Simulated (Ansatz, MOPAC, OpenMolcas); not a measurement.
# How methods differ on GaCl3 (SMILES [Cl][Ga]([Cl])[Cl])

GaCl3 has 4 atoms, charge 0, and is taken as a singlet. SMILES: `[Cl][Ga]([Cl])[Cl]`. The shape is that of a PBE0-D4/def2-TZVP optimisation.

Each level gives the HOMO–LUMO gap (eV). The values are calculated.

```json
{"level": "PM3", "kind": "semi-empirical", "program": "MOPAC", "value (eV)": "7.29"}
{"level": "PM7", "kind": "semi-empirical", "program": "MOPAC", "value (eV)": "10.76"}
{"level": "HF/aug-cc-pVDZ", "kind": "Hartree–Fock", "program": "Ansatz", "value (eV)": "13.45"}
{"level": "SVWN5/aug-cc-pVDZ", "kind": "LDA", "program": "OpenMolcas", "value (eV)": "4.85"}
{"level": "BLYP/aug-cc-pVDZ", "kind": "GGA", "program": "Ansatz", "value (eV)": "4.86"}
{"level": "M06-L/aug-cc-pVDZ", "kind": "meta-GGA", "program": "OpenMolcas", "value (eV)": "5.69"}
{"level": "BHLYP/aug-cc-pVDZ", "kind": "global hybrid", "program": "Ansatz", "value (eV)": "9.44"}
{"level": "CAM-B3LYP/aug-cc-pVDZ", "kind": "range-separated hybrid", "program": "Ansatz", "value (eV)": "9.61"}
{"level": "B2PLYP/aug-cc-pVDZ", "kind": "double hybrid", "program": "OpenMolcas", "value (eV)": "9.69"}
```

All-electron rows without a relativistic Hamiltonian named are non-relativistic. The values span 4.85 to 13.45 eV. Orbital gaps aren't excitation energies, and those of double hybrids come from the SCF part alone; they tend to grow with the share of exact exchange.

The gap of monomeric GaCl3 depends far more on the treatment of exchange than on the choice between LDA and GGA. SVWN5 and BLYP practically coincide at 4.85 and 4.86 eV, M06-L opens the gap modestly, and the three hybrid-type functionals cluster between 9.44 and 9.69 eV, well below Hartree–Fock. The frontier orbitals expected from the bonding are chlorine 3p lone pairs on the occupied side and an empty, largely gallium-centred acceptor level with Ga–Cl antibonding character. Exact exchange probably widens their separation by stabilising the compact lone pairs while leaving the empty level in the field of all the electrons.

PM3 and PM7 fall on opposite sides of the hybrid cluster, so the semi-empirical label alone doesn't predict the size of the gap. The familiar Lewis acidity of GaCl3 fits a low-lying gallium acceptor orbital, but the gap can't measure it, since it also depends on the chlorine lone-pair energy. Nor do these monomer values show how the gap changes on forming the chlorine-bridged dimer.
